Ga phases at 2.611 bohr (ld1.x 7.5, BLYP, scalar-relativistic) for an ultrasoft pseudopotential with [Ar] 3d10 core, 4s1.5 4p1.5 valence and the d channel as local potential. Radii and construction energies are 1.85 bohr, -0.697 and 3.8 Ry for s; 2.2 bohr, -0.2128 and 1.9 Ry for p; 2.4 bohr, 0.05 Ry for d. Errors are pseudo minus all-electron, multiples of π matched at each first energy.

```csv
energy (Ry),phase s all-electron (rad),phase s error (rad),phase p all-electron (rad),phase p error (rad),phase d all-electron (rad),phase d error (rad)
-3.000,1.2937,0.0062,1.3232,-0.0002,1.3528,-3.1313
-2.520,1.2473,0.0076,1.2936,-0.0002,1.3315,-3.1254
-2.040,1.1672,0.0096,1.2507,-0.0003,1.2968,-3.1100
-1.560,0.9890,0.0128,1.1816,-0.0002,1.0424,-2.8805
-1.080,0.3426,0.0138,1.0496,-0.0002,-1.8358,-0.0365
-0.600,-1.0194,0.0007,0.7050,-0.0002,-1.9115,-0.0113
-0.120,-1.4223,0.0068,-0.3775,0.0000,-2.0069,-0.0013
0.360,-1.5646,0.0117,-1.1817,-0.0001,-2.1844,-0.0095
0.840,-1.6472,0.0163,-1.4293,-0.0002,-2.6305,-0.2502
1.320,-1.7139,0.0214,-1.5434,-0.0002,-3.6346,-0.6721
1.800,-1.7842,0.0277,-1.6167,0.0000,-4.2648,-0.4592
2.280,-1.8779,0.0350,-1.6770,0.0002,-4.4990,-0.4341
2.760,-2.0384,0.0433,-1.7388,0.0009,-4.6142,-0.5706
3.240,-2.4107,0.0436,-1.8170,0.0027,-4.6867,-1.0806
3.720,-3.3437,0.0025,-1.9411,0.0079,-4.7418,-2.1123
4.200,-4.0942,0.0199,-2.2048,0.0289,-4.7914,-2.5805
4.680,-4.3692,0.0439,-2.9595,0.1128,-4.8440,-2.7233
```

The table follows one gallium potential (BLYP, scalar-relativistic, so p and d are spin-orbit averages) through 17 energies. For each angular momentum it gives the phase $\phi=\arctan(r u'/u)$ of the all-electron radial wave $u=rR(r)$ at the test radius $r$, continued smoothly from branch to branch, and the error, pseudo minus all-electron.

## What happens

As the energy rises, the wave inside the sphere curves more strongly and its crests and nodes move inward through the surface, so the phase falls in every row of all three all-electron columns. It falls fast when a crest sits on the surface ($u'=0$, phase $0$ or $-\pi$) and slowly when a node does (phase near $-\pi/2$ or $-3\pi/2$). The curve is a staircase with steps of $\pi$, and each step needs two numbers, a position and a width.

A step is not a bound level. When the outer crest of a bound wave lies inside the test radius, the wave is already falling there, so its level lies above the step. In the same calculation the 4s wave peaks near 1.9 bohr, well inside the surface, and its level at $-0.697$ Ry lies far above the fitted step at $-0.97$ Ry. The 4p wave peaks just outside 2.4 bohr and is almost flat at the surface, so level ($-0.2128$ Ry) and step ($-0.25$ Ry) nearly coincide.

## The rule for the phase

In rydberg units the non-relativistic radial equation gives $d(u'/u)/dE=-\int_0^r u^2\,dr/u(r)^2$. The inverse quantity $F=u/(ru')$ therefore rises with energy and has a pole at each step $E_n$, of strength $g_n=u(r)^2/(r\int_0^r u^2\,dr)$. Two poles and a constant for the distant ones give

$$F=\frac{g_1}{E_1-E}+\frac{g_2}{E_2-E}+C,\qquad \phi=\frac{\pi}{2}-\arctan F-N\pi,$$

where $N$ counts the poles below $E$. The slope is $d\phi/dE=-F'/(1+F^2)$, which equals $-1/g_n$ at a pole, so $g_n$ is the half-width of the step. An s wave in a flat well is a sine, for which $g=2/r^2=0.293$ Ry, and the poles from the third upward add about $C=0.1$.

The quick version keeps these two values and needs only the step positions, the energies where the phase passes $0$ and $-\pi$; for the residuals quoted below these positions are fitted, not read off. The full version fits all five numbers to the 17 rows of a channel and rounds them (energies and $g$ in Ry):

- s: poles $-0.97$ and $3.63$, $g=0.292$ and $0.425$, $C=0.086$
- p: poles $-0.25$ and $4.76$, $g=0.353$ and $0.416$, $C=0.075$
- d: poles $-1.52$ and $1.11$, $g=0.012$ and $0.406$, $C=0.156$

The five broad steps have widths of 1.0 to 1.45 times $2/r^2$. The size of the sphere thus gives their scale. By the formula a larger test radius should give sharper steps, which a table at one radius can't test. The centrifugal barrier pushes weight towards the surface and may contribute to the rise of the first broad width from s to p to d, but the table does not isolate it: widths also grow with energy within a channel, and the upper steps of s, p and d have nearly equal widths. The flat well fails for positions: it puts its first two s steps 2.90 Ry apart against the fitted 4.60 Ry, and no choice of depth changes that spacing. A semiclassical argument, not evaluated here, gives the direction: the phase gains $\int dr/2k$ per unit energy, with $k$ the local wave number, and the deep core, where $k$ is large, adds little, so the wave responds like one in a shorter box.

The lower d step is about 25 times narrower than $2/r^2$, the mark of a state with little weight at the surface. This is the 3d shell. It falls between two grid points, so its position and width trade against each other and only the smallness of $g$ is secure.

## The rule for the error

The rule assumes that the pseudo phase runs through the same staircase, displaced in energy by a small amount that may vary along the curve. With $\phi_{\rm ps}(E)=\phi_{\rm AE}(E-\delta E)$,

$$\text{error}\approx|d\phi/dE|\,\delta E .$$

At a construction energy the pseudo wave matches $u'/u$, and by the identity above norm conservation, or its ultrasoft generalisation, matches the energy slope too. Theory then has $\delta E$ starting quadratically. The dips of the s error to 0.0007 at $-0.600$ Ry and 0.0025 at 3.720 Ry are built in by this construction; only the growth away from them describes the potential.

For d, with one construction energy, $\delta E=c\,(E-0.05)^2$ with $c=-0.201$ Ry$^{-1}$, fitted to the three rows from $-0.600$ to 0.360 Ry, clear of the 3d step and of large errors. This $c$ belongs with the fitted slopes and absorbs their bias: at $-0.600$ Ry the rule gives 0.13 rad/Ry, while the table falls by 0.16 and 0.20 rad/Ry over the intervals on either side. For s, with $x=E+0.697$ and $y=E-3.8$, the form $1/\delta E=1/(ax^2)+1/(by^2)$ joins the two parabolas. It is a convenience without derivation, and a fit to all 17 rows gives $a=0.034$ and $b=0.148$ Ry$^{-1}$.

The product explains why the error column alone misleads. Between the two s construction energies the displacement peaks at 1.800 Ry with 0.18 Ry, yet the phase error there is only 0.0277 because the curve is on a plateau. At 3.240 Ry a displacement of 0.035 Ry gives 0.0436 because the slope is about eight times steeper. The s steps themselves hardly move, since the construction energies lie near them (0.005 Ry at $-1.080$ Ry, 0.001 Ry at 3.720 Ry); the displacement builds up on the plateau between.

## Two rows by hand

For s at 1.800 Ry the terms are $0.292/(-2.77)=-0.1054$ and $0.425/1.83=0.2322$, so $F=0.2128$ with $C$ added. One pole lies below, and $\phi=1.5708-0.2097-3.1416=-1.7805$ against $-1.7842$ in the table. The slope needs $F'=0.292/2.77^2+0.425/1.83^2=0.165$ and $1+F^2=1.045$, which give 0.158 rad/Ry. With $ax^2=0.212$ and $by^2=0.592$ Ry, $\delta E=0.156$ Ry and the estimated error is 0.0246, 11 % below the tabulated 0.0277.

For d at 0.360 Ry the terms are $0.012/(-1.88)=-0.0064$ and $0.406/0.75=0.5413$, so $F=0.691$ and $\phi=1.5708-0.6046-3.1416=-2.1754$ against $-2.1844$. The slope is $0.725/1.477=0.491$ rad/Ry, $\delta E=-0.201\times0.31^2=-0.0193$ Ry, and the estimate $-0.0095$ equals the table. Both rows belong to their fits, and the d row is one of only three, so the agreement shows the arithmetic and is no prediction.

## How far the rules carry

The printed output after this text lists every residual. The full phase rule has root-mean-square residuals of 0.006 rad (s), 0.003 rad (p) and 0.036 rad (d), far above the last digit of the table, and each channel is worst at 4.680 Ry, where the next pole is no longer a constant. The upper p pole lies beyond the last row and is an extrapolation, and $C$ absorbs whatever the omitted poles leave. The quick version holds s within 0.025 rad up to 0.360 Ry but misses by 0.20 rad at 3.240 Ry, where the step is wider than assumed. It misses p by up to 0.10 rad and fails for d by 0.8 rad, since it gives 3d a broad step. These residuals are comparable with many of the s errors and exceed most of the p errors, so an error can't be had by subtracting two fitted curves.

The s error estimate lies between 0.65 and 1.24 times the table from $-1.560$ Ry upward and overshoots below, by a factor 2.1 at $-3.000$ Ry. The p channel, with construction energies only about 2.1 Ry apart, stays within 0.0003 rad up to 2.280 Ry, a few units of the last digit. Small as they are, these errors are never positive below 1.9 Ry and always positive above it, so the p displacement changes sign there and does not start as a pure square; the table does not show why. Above that its displacement grows roughly as the 1.7th power of the distance from 1.9 Ry and meets the steepening step, which gives 0.1128 at 4.680 Ry.

Outside its three rows the d estimate extrapolates the constant $c$, while the slopes still come from the fit to all rows of the all-electron phase. It gives 0.75 to 1.06 times the table at $-1.080$ Ry and from 0.840 to 1.800 Ry. At the broad step it implies $-0.201\times1.06^2=-0.23$ Ry, while a two-pole fit to the pseudo phase puts that step at 0.92 Ry, 0.19 Ry below the all-electron one. It fails wherever the two curves differ in their number of steps. Below the 3d step the error tends to $-\pi$ because 3d is in the core and absent by design; the match at $-1.560$ Ry is an accident of the steep slope there. From 2.280 Ry upward the estimate falls from 0.66 to 0.05 of the table. Between 2.760 and 4.200 Ry the pseudo phase drops by 2.19 rad and the all-electron phase by 0.18 rad, an extra step fitted at 3.46 Ry with an ordinary width of 0.395 Ry. No d projector acts, so it is a resonance of the local potential and not a ghost of the separable form. The two pseudo steps lie only 2.54 Ry apart, closer than the s steps of the flat well, although in a flat well the barrier widens the spacing. That the smooth well built at 0.05 Ry offsets the barrier and admits its second d standing wave too early is a guess.

## What to do about it

Read the step positions from the all-electron curve and start from $g=2/r^2$ for a first sketch, which on a grid this coarse can be worse than the residuals quoted for fitted positions. Divide each phase error by the local slope before judging it, taking that slope from neighbouring rows or the full fit and not from the quick widths. Count steps first: an error heading for a nonzero multiple of $\pi$ is outside the error rule, though the phase rule can still describe each curve by itself, and the question is then whether a level is missing on purpose or extra. Comparing s and p suggests that closer construction energies shrink the error between them, though the radii differ as well. Choosing another local potential and giving d its own projectors is worth trying against the drift seen above 0.8 Ry; it was not tested here.

The constants belong to this radius and to the spherical $4s^{1.5}4p^{1.5}$ reference, which lies 3.25 eV above $4s^24p^1$; another occupation changes the screening and moves the steps. A level much narrower than the 0.48 Ry grid could hide between rows, and the ghost test was inconclusive. The decisive fault shows in no phase column: the lowest overlap eigenvalue is $-10.37$, so some states have negative norm and the ultrasoft eigenvalue problem is unsound. The good s and p phases and the 29 meV error on a 5.67 eV ionisation energy, a test of occupied s and p states, do not repair that, and the potential should be regenerated before any use in a solid.

Output of the analysis:

```
rounding floor 0.00005 rad; 2/r^2 = 0.293 Ry; residual = model - table
flat well s: V0 -0.55 Ry, pole spacing 2.90 Ry, rms 0.8515 worst +1.8603 rad at -0.60 Ry
A s: poles -0.97 3.65 Ry, rms 0.0811 worst +0.1970 rad at 3.24 Ry
B s rounded: poles -0.97 3.63 g 0.292 0.425 Ry C 0.086, g/g0 1.00 1.45, rms 0.0060 worst +0.0116 rad at 4.68 Ry
   unrounded B: rms 0.0056 worst +0.0119 rad at 4.68 Ry; pole spacing 4.60 Ry
A p: poles -0.24 4.73 Ry, rms 0.0490 worst +0.0999 rad at -0.60 Ry
B p rounded: poles -0.25 4.76 g 0.353 0.416 Ry C 0.075, g/g0 1.20 1.42, rms 0.0034 worst +0.0078 rad at 4.68 Ry
   unrounded B: rms 0.0025 worst -0.0046 rad at 4.20 Ry; pole spacing 5.01 Ry
A d: poles -1.42 1.04 Ry, rms 0.3174 worst +0.8193 rad at -1.08 Ry
B d rounded: poles -1.52 1.11 g 0.012 0.406 Ry C 0.156, g/g0 0.04 1.38, rms 0.0357 worst +0.0913 rad at 4.68 Ry
   unrounded B: rms 0.0354 worst +0.0915 rad at 4.68 Ry; pole spacing 2.63 Ry
pseudo d: poles 0.92 3.46 g 0.278 0.395 C 0.088, rms 0.0061 worst +0.0140 rad at 4.68 Ry
   first pole minus AE broad pole -0.19 Ry; phase drop 2.76->4.20: pseudo 2.187 AE 0.177 rad
error rule: s a 0.034 b 0.148 1/Ry, est/table 0.65 to 2.10; d c -0.201 1/Ry (rows -0.6..0.36)
p: exponent of dE vs (E-1.9), E>=2.76: 1.70; max |err| below 2.5 Ry 0.0003 rad
E | resA s p | resB s p d | s: slope dE est ratio | p dE | d: slope est ratio  (Ry, rad)
-3.00|-0.004 +0.008|-0.0088 -0.0039 -0.0391|0.07 0.084 0.0130 2.10|-0.0040|0.03 -0.0516 0.02
-2.52|-0.002 +0.014|-0.0074 -0.0029 -0.0336|0.12 0.064 0.0132 1.73|-0.0028|0.04 -0.0527 0.02
-2.04|+0.001 +0.023|-0.0057 -0.0017 -0.0248|0.23 0.043 0.0137 1.42|-0.0028|0.08 -0.0684 0.02
-1.56|+0.001 +0.036|-0.0035 -0.0001 -0.0179|0.59 0.022 0.0149 1.17|-0.0011|5.52 -2.8745 1.00
-1.08|-0.010 +0.059|-0.0030 +0.0020 -0.0394|2.68 0.005 0.0133 0.97|-0.0005|0.13 -0.0343 0.94
-0.60|+0.002 +0.100|-0.0090 +0.0060 -0.0228|1.58 0.000 0.0005 0.72|-0.0002|0.13 -0.0114 1.00
-0.12|+0.016 -0.023|-0.0053 +0.0045 -0.0094|0.43 0.016 0.0048 0.70|+0.0000|0.22 -0.0013 1.00
 0.36|+0.025 -0.075|-0.0026 -0.0007 +0.0090|0.20 0.057 0.0076 0.65|-0.0001|0.49 -0.0095 1.00
 0.84|+0.034 -0.045|-0.0004 +0.0003 +0.0325|0.14 0.114 0.0108 0.66|-0.0006|1.49 -0.1870 0.75
 1.32|+0.045 -0.025|+0.0016 +0.0015 -0.0185|0.13 0.161 0.0159 0.74|-0.0011|2.21 -0.7152 1.06
 1.80|+0.062 -0.010|+0.0037 +0.0026 -0.0364|0.16 0.176 0.0246 0.89|+0.0000|0.72 -0.4416 0.96
 2.28|+0.087 +0.003|+0.0056 +0.0034 -0.0216|0.24 0.147 0.0381 1.09|+0.0016|0.29 -0.2865 0.66
 2.76|+0.129 +0.018|+0.0070 +0.0038 -0.0056|0.47 0.093 0.0537 1.24|+0.0065|0.15 -0.2192 0.38
 3.24|+0.197 +0.036|+0.0040 +0.0035 +0.0114|1.26 0.035 0.0539 1.24|+0.0137|0.09 -0.1839 0.17
 3.72|-0.040 +0.063|-0.0076 +0.0019 +0.0313|2.27 0.001 0.0022 0.86|+0.0223|0.06 -0.1625 0.08
 4.20|-0.164 +0.099|+0.0033 -0.0021 +0.0565|0.87 0.023 0.0201 1.01|+0.0332|0.04 -0.1484 0.06
 4.68|-0.111 -0.030|+0.0116 +0.0078 +0.0913|0.35 0.127 0.0356 0.81|+0.0487|0.03 -0.1384 0.05
worked s E 1.80: terms -0.1054 +0.2322 +0.086 F 0.2128 atan 0.2097 phase -1.7805 table -1.7842
   F' 0.1650 1+F^2 1.0453 slope 0.1578 dE 0.1561 est err 0.0246 table 0.0277
worked d E 0.36: terms -0.0064 +0.5413 +0.156 F 0.6910 atan 0.6046 phase -2.1754 table -2.1844
   F' 0.7252 1+F^2 1.4774 slope 0.4908 dE -0.0193 est err -0.0095 table -0.0095
   s at 1.80: a x^2 0.212, b y^2 0.592 Ry; d at 0.36: (E-E0)^2 0.0961
```
